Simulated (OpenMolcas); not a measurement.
# A ladder of methods for CH5OSi (SMILES [CH2][SiH2]O)

The species is CH5OSi (8 atoms), meant as a doublet with charge 0. As SMILES, `[CH2][SiH2]O`. Geometry: relaxed at PBE0-D4/def2-TZVP. This is one conformer, not always the lowest.

```xyz
8

C    -0.8615    0.5178   -0.7914
Si    0.6540   -0.0052    0.1111
O     0.3028   -0.7244    1.5544
H    -0.9708    0.4168   -1.8670
H    -1.7031    0.9915   -0.2933
H     1.4956    1.1611    0.4806
H     1.4310   -0.9123   -0.7798
H    -0.2558   -1.5023    1.5294
```

Each level gives the dipole moment (D). The values are calculated.

| level | kind | program | value (D) | CPU time |
| --- | --- | --- | --- | --- |
| USVWN5/def2-SVPD | LDA | OpenMolcas | 1.63 | 64 s |
| UBLYP/def2-SVPD | GGA | OpenMolcas | 1.63 | 91 s |
| UPBE/def2-SVPD | GGA | OpenMolcas | 1.64 | 94 s |
| U-r2SCAN/def2-SVPD | meta-GGA | OpenMolcas | 1.70 | 99 s |
| UM06-L/def2-SVPD | meta-GGA | OpenMolcas | 1.67 | 1.8 min |
| UTPSS/def2-SVPD | meta-GGA | OpenMolcas | 1.66 | 1.8 min |
| UBHLYP/def2-SVPD | global hybrid | OpenMolcas | 1.79 | 95 s |
| UPBE0/def2-SVPD | global hybrid | OpenMolcas | 1.73 | 86 s |

The values span 1.63 to 1.79 D. Magnitudes only. CPU times are rough (shared hosts, several kinds of processor): they show what a rung costs within a factor of a few.

The dipole moment depends only modestly on the functional, and every method describes a clearly polar radical. Both global hybrids lie above all the semilocal functionals. The rise from UPBE (1.64 D) to UPBE0 (1.73 D), and from UBLYP (1.63 D) to UBHLYP (1.79 D), points to exact exchange as the main source of the spread, probably because it draws electron density more tightly towards oxygen. The meta-GGAs fall in between, while LDA and the GGAs are nearly indistinguishable.

The polarity itself follows from electronegativity: oxygen withdraws density from both silicon and the hydroxyl hydrogen, and its lone pairs add to the charge asymmetry. The Si–C and Si–H bonds are also polarised away from silicon, so the total is a vector sum that depends on the orientation of the hydroxyl group, not a measure of Si–O polarity alone. The unpaired electron is expected to sit mainly in a carbon p orbital, but the dipole moment cannot establish how far it delocalises onto the silanol fragment.
